# The short-time limit of the density response: the Sturm–Liouville operator and the hydrogen dipole sum

## Conventions

Hartree atomic units are used ($\hbar=m=e=4\pi\varepsilon_0=1$); the unit of time is 24.19 as. The Hamiltonian is nonrelativistic, the nucleus is fixed, the external potential $v$ is local, and the system starts in a nondegenerate, real ground state of density $n_0$ with $N$ electrons. A change $\delta v$ of the potential energy gives $\delta n(\mathbf r,t)=\int dt'\,d^3r'\,\chi(\mathbf r,\mathbf r',t-t')\,\delta v(\mathbf r',t')$, with

$$\chi(\mathbf r,\mathbf r',t)=-i\,\theta(t)\,\langle[\hat n(\mathbf r,t),\hat n(\mathbf r')]\rangle .$$

Transforms are $\chi(s)=\int_0^\infty e^{-st}\chi(t)\,dt$, with $s=-i\omega$. On the imaginary axis $\omega=iu$ and $s=u$.

## The first term

**Predict.** A kick $\delta v(\mathbf r)\,\delta(t)$ acts. What is $\delta n$ just afterwards, and what is its slope?

Densities at equal times commute, so $\chi(0^+)=0$. For the slope use $\partial_t\hat n=-\nabla\cdot\hat{\mathbf j}$ and, with $\hat V=\int\hat n\,\delta v$, the commutator $[\hat{\mathbf j}(\mathbf r),\hat V]=-i\,\hat n(\mathbf r)\nabla\delta v$. Then $-i\langle[-\nabla\cdot\hat{\mathbf j},\hat V]\rangle=\nabla\cdot(n_0\nabla\delta v)$, and

$$\int d^3r'\,\chi(\mathbf r,\mathbf r',t)\,\delta v(\mathbf r')= t\,\nabla\cdot(n_0\nabla\delta v)+o(t).$$

The kick gives each electron the velocity $-\nabla\delta v$, and continuity does the rest. The interaction and $v$ commute with the density, so they have dropped out. In other units the term carries $1/m$. Because the eigenstates can be chosen real, $\chi(t)=-2\sum_k \langle0|\hat n(\mathbf r)|k\rangle\langle k|\hat n(\mathbf r')|0\rangle\sin\omega_kt$, and the formal Taylor series holds only odd powers of $t$.

Define $L=-\nabla\cdot n_0\nabla$. The transform of $t$ is $1/s^2$, so $s^2\chi(s)\to-L$ and $\omega^2\chi(\omega)\to L$. For a uniform system $L e^{i\mathbf q\cdot\mathbf r}=nq^2e^{i\mathbf q\cdot\mathbf r}$, hence $\omega^2\chi(q,\omega)\to nq^2$, the f-sum rule.

**Predict.** Which potentials give no slope?

When the surface term vanishes, $\int \delta v\,L\,\delta v=\int n_0|\nabla\delta v|^2$. For $n_0>0$ this vanishes only for constant $\delta v$. The uniqueness proof of Runge and Gross (1984) rests on this positivity, and van Leeuwen's construction (1999) of a potential for a given density inverts the same Sturm–Liouville operator at each order in $t$. Both assume Taylor series in time, which makes the size and form of the $o(t)$ remainder worth knowing.

## Hydrogen: the dipole projection

Take $\delta v=z$ and define $\alpha(t)=-\iint z\,\chi\,z'$. With $f_k=2\omega_k|\langle k|z|0\rangle|^2$ and $S(p)=\sum_k f_k\,\omega_k^{\,p}$ (continuum included),

$$\alpha(t)=\sum_k f_k\frac{\sin\omega_kt}{\omega_k},\qquad \alpha(iu)=\sum_k\frac{f_k}{\omega_k^2+u^2}.$$

**Predict.** Evaluate the slope from $L$ with $n_0=e^{-2r}/\pi$.

Here $\delta n=t\,\partial_zn_0=-2t\,n_0\cos\theta$, a rigid shift of the cloud by $-t$ per unit kick. Its dipole projection is $-\int z\,\partial_zn_0=N$. The spectral form has slope $S(0)$, so $S(0)=N=1$, the Thomas–Reiche–Kuhn sum. The standard closed forms for $1s\to np$ and for the continuum, with $\omega_n=\tfrac12(1-n^{-2})$ and $\omega=\tfrac12(1+k^2)$, are taken as given:

$$f_n=\frac{2^8n^5(n-1)^{2n-4}}{3(n+1)^{2n+4}},\qquad \frac{df}{d\omega}=\frac{2^8}{3(1+k^2)^4}\,\frac{e^{-(4/k)\arctan k}}{1-e^{-2\pi/k}} .$$

They give $f_2=0.4162$, $f_3=0.0791$, a bound total of 0.5650 and a continuum integral of 0.4350. The sum is 1, and the operator $L$ delivers it without any excited state.

## Dimensional analysis

**Predict.** For a one-electron ion of charge $Z$, how do $\alpha(t)$ and $S(p)$ scale?

Lengths scale as $1/Z$, energies as $Z^2$, and $f_k$ is dimensionless. So $S(p)\propto Z^{2p}$, $\alpha(iu;Z)=Z^{-4}\alpha(iu/Z^2;1)$ and $\alpha(t;Z)=Z^{-2}\alpha(Z^2t;1)$. Only the term linear in $t$ is independent of $Z$. The groups are $Z^2t$, $u/Z^2$ and, for a plane-wave probe, $q/Z$. Below $Z=1$ unless $Z$ is shown.

## Small frequency

For $\phi=g(r)\cos\theta\,\psi_0$ one finds $(H-E_0)\phi=[-\tfrac12g''-g'/r+g'+g/r^2]\cos\theta\,\psi_0$. This maps $g_1=r+r^2/2$ to $r$, and $g_2=\tfrac{11}{6}r+\tfrac{11}{12}r^2+\tfrac16r^3$ to $g_1$. Then $S(-2)=\tfrac23\langle r g_1\rangle=9/2$ and $S(-4)=\tfrac23\langle g_1g_2\rangle=319/12$, so

$$\alpha(iu)=\tfrac92-\tfrac{319}{12}u^2+O(u^4).$$

The correction reaches 10% at $u=0.130$. The static plateau meets the free-electron asymptote $1/u^2$ at $u^*=\sqrt2/3=0.471$, or 12.8 eV, between the first excitation at 0.375 and the threshold at 0.5. This is the main crossover. Note that $u^2\alpha(iu)=\sum f_k u^2/(\omega_k^2+u^2)$ rises monotonically to 1 from below.

## Large frequency: the first correction

Expanding the denominator gives $\alpha(iu)=S(0)/u^2-S(2)/u^4+\dots$ and $\alpha(t)=S(0)\,t-S(2)\,t^3/6+\dots$

**Predict.** Find $S(2)$. Then try $S(3)$.

Since $|\langle k|p_z|0\rangle|=\omega_k|\langle k|z|0\rangle|$, we have $S(2)=2\langle p_z(H-E_0)p_z\rangle$ and $S(3)=2\|(H-E_0)p_z\psi_0\|^2$. Now $\partial_z\psi_0=-\cos\theta\,\psi_0$, the case $g=-1$, which $H-E_0$ maps to $-\cos\theta\,\psi_0/r^2$. Thus $S(2)=\tfrac23\langle r^{-2}\rangle=4/3$. The double-commutator form agrees: $S(2)=\int n_0\,\partial_z^2v=\tfrac13\int n_0\nabla^2v=\tfrac{4\pi}{3}Zn_0(0)=\tfrac43Z^4$. Bound states supply only 0.090 of the 4/3. But $S(3)=\tfrac23\langle r^{-4}\rangle$ diverges at the nucleus, and $S(4)$ with it. There is no Taylor series beyond $t^3$.

**Predict.** What replaces the $t^5$ term?

Write the last factor of $df/d\omega$ as $e^{4x\arctan x}/(e^{2\pi x}-1)$ with $x=1/k$, and expand using $k^2=2\omega-1$:

$$\frac{df}{d\omega}=\frac{8\sqrt2}{3\pi}\,\omega^{-7/2}-\frac83\,\omega^{-4}+\frac{8\sqrt2}{3\pi}\Big(\frac74+\frac{\pi^2}{6}\Big)\omega^{-9/2}+\dots$$

A tail $\omega^{a-1}$ adds to $\alpha(iu)$ the term $\pi u^{a-2}/[2\sin(\pi a/2)]$, the continuation in $a$ of $\int_0^\infty\omega^{a-1}d\omega/(\omega^2+u^2)$. For $a=-\tfrac52,-3,-\tfrac72$ the sines are $1/\sqrt2,\,1,\,1/\sqrt2$. Therefore

$$\alpha(iu)=\frac1{u^2}-\frac{4}{3u^4}+\frac{8}{3u^{9/2}}-\frac{4\pi}{3u^5}+\frac{b}{u^{11/2}}+O\!\Big(\frac{\ln u}{u^6}\Big),$$

with $b=\tfrac{14}{3}+\tfrac{4\pi^2}{9}=9.053$. Since $u^{-\nu-1}$ is the transform of $t^\nu/\Gamma(\nu+1)$,

$$\alpha(t)=t-\frac29t^3+\frac{128}{315\sqrt\pi}\,t^{7/2}-\frac{\pi}{18}t^4+O(t^{9/2}),\qquad t>0,$$

where the last two coefficients are 0.2293 and 0.1745. With $Z$ restored the corrections carry $Z^4$, $Z^5$ and $Z^6$: the series runs in $Z\sqrt t$. The length $\sqrt t$ is the free spreading of a wave packet, and within that distance of the nucleus the shifted cusp is smoothed out. On the real axis $u=-i\omega$ turns the third term into $\tfrac{4\sqrt2}{3}(1+i)\,\omega^{-9/2}$, whose imaginary part equals $(\pi/2\omega)\,df/d\omega$ at leading order, as it must.

## Where the crossovers lie

**Predict.** At what $u$ can $S(2)$ be read off to 10%?

The ratio of the third term to the second is $2/\sqrt u$. It equals 1 at $u=4$ (109 eV) and 0.1 at $u=400$ (10.9 keV). The table evaluates the spectral sum with the formulas for $f_n$ and $df/d\omega$. The last column tends to $4/3$.

| $u$ (hartree) | $u^2\alpha(iu)$ | $u^2[1-u^2\alpha(iu)]$ |
|---|---|---|
| 0.5 | 0.476 | 0.131 |
| 1 | 0.742 | 0.258 |
| 4 | 0.965 | 0.565 |
| 100 | 0.99989 | 1.102 |

The Sturm–Liouville term is good to 4% at $u=4$, while its correction there is less than half of the asymptotic 4/3. At $u=100$ the series for the last column, $\tfrac43-\tfrac83u^{-1/2}+\tfrac{4\pi}{3}u^{-1}-b\,u^{-3/2}$, has partial sums 1.333, 1.067, 1.109 and 1.0995 against 1.102. There are thus three regimes: static for $u\ll0.5$, free-electron for $u\gg1$, and a clean third moment only for $u\gg4$.

In time, the $t^3$ term is 1% of $t$ at $t=0.212$, or 5.13 as. At that instant the $t^{7/2}$ term is already 0.48 of the $t^3$ term with opposite sign, and the $t^4$ term is 0.17 of it. The estimate from $t^3$ alone gives the order of the departure, not its value.

These numbers belong to the model. At $u=100$ the departure $1-u^2\alpha$ is $1.1\times10^{-4}$. A mobile proton replaces $1/m$ by the inverse reduced mass and raises the sum by $m/M=5.4\times10^{-4}$, and relativistic terms are of the order of the squared fine-structure constant, $5.3\times10^{-5}$. For a real atom both rival that last row.

## Dependence on the wave vector

Probe with $e^{iqz}$ and write the projected response as $M_1/\omega^2+M_3/\omega^4$, with $M_p=2\sum_k\omega_k^{\,p}|\langle k|e^{iqz}|0\rangle|^2$.

**Predict.** Is the limit $\omega^2\chi\to L$ uniform in $q$?

Use $e^{-iqz}He^{iqz}=H+K$ with $K=qp_z+q^2/2$. Then $M_1=2\langle K\rangle=q^2$ and $M_3=2\langle K(H-E_0+K)K\rangle=2\langle K^3\rangle+q^2S(2)$. Odd powers of $p_z$ average to zero and $\langle p_z^2\rangle=Z^2/3$, so

$$\omega_c^2\equiv\frac{M_3}{M_1}=\frac43Z^4+Z^2q^2+\frac{q^4}{4}.$$

The leading term needs $\omega\gg\omega_c$. For $q<1.15\,Z$ the binding term is largest and $\omega_c\to1.15\,Z^2$ as $q\to0$. For $q>2Z$ the recoil term is largest and $\omega_c\to q^2/2$, with leading correction $+Z^2$. The Doppler term $Z^2q^2$ leads only in between. At any fixed $\omega$ the limit fails for $q\gtrsim\sqrt{2\omega}$, which is the length $\sqrt t$ again. The limit holds on each smooth test potential, not uniformly over all of them.

## The cancellation in the kernel

The Kohn–Sham response $\chi_s$ belongs to noninteracting electrons in a local $v_s$ with the same $n_0$. The kernel is $f_{Hxc}=w+f_{xc}=\chi_s^{-1}-\chi^{-1}$, with $w=1/|\mathbf r-\mathbf r'|$ and inverses taken modulo constants.

**Predict.** Each inverse grows as $\omega^2$. Does $f_{xc}$?

Write $\chi=L/\omega^2+M/\omega^4+\dots$, and likewise $\chi_s$ with $M_s$ and the same $L$. Formally $\chi^{-1}=\omega^2L^{-1}-L^{-1}ML^{-1}+\dots$, so the $\omega^2$ parts cancel and

$$f_{Hxc}(\omega\to\infty)=L^{-1}(M-M_s)L^{-1}.$$

The cancellation needs equal densities. If $\chi_s$ is built on another density than $\chi$, the difference $\omega^2(L_s^{-1}-L^{-1})$ survives and grows. Any part of a $u^{-9/2}$ term that the two responses do not share enters the kernel as $u^{-1/2}$, which decays, though slowly.

For hydrogen $v_s=v$ and $\chi_s=\chi$. Every order cancels, half-integer ones included, and $f_{xc}=-w$ at all frequencies.

**Predict.** What is the dipole element of $M-M_s$ when there are two electrons?

The total momentum commutes with the interaction, so $S(2)=\int n_0\,\partial_z^2v$ still holds, while $S_s(2)=\int n_0\,\partial_z^2v_s$. With $v_{Hxc}=v_s-v$ and $Lz=-\partial_zn_0$,

$$\iint \partial_zn_0\,f_{Hxc}(\infty)\,\partial_{z'}n_0=S(2)-S_s(2)=-\tfrac13\int n_0\nabla^2v_{Hxc}.$$

For a two-electron singlet at large $Z$, exchange gives $v_{Hxc}=v_H/2$ with $\nabla^2v_H=-4\pi n_0$, and $n_0=2Z^3e^{-2Zr}/\pi$ has $\int n_0^2=Z^3/2\pi$. The difference is $\tfrac{2\pi}{3}\int n_0^2=Z^3/3$, against $S(2)=\tfrac83Z^4$, a fraction $1/(8Z)$. Density relaxation and correlation change this fraction at order $1/Z^2$. The two systems share $S(0)=2$ exactly and first differ in $S(2)$. That is the order at which the shared $L^{-1}$ turns a difference of third moments into a finite kernel.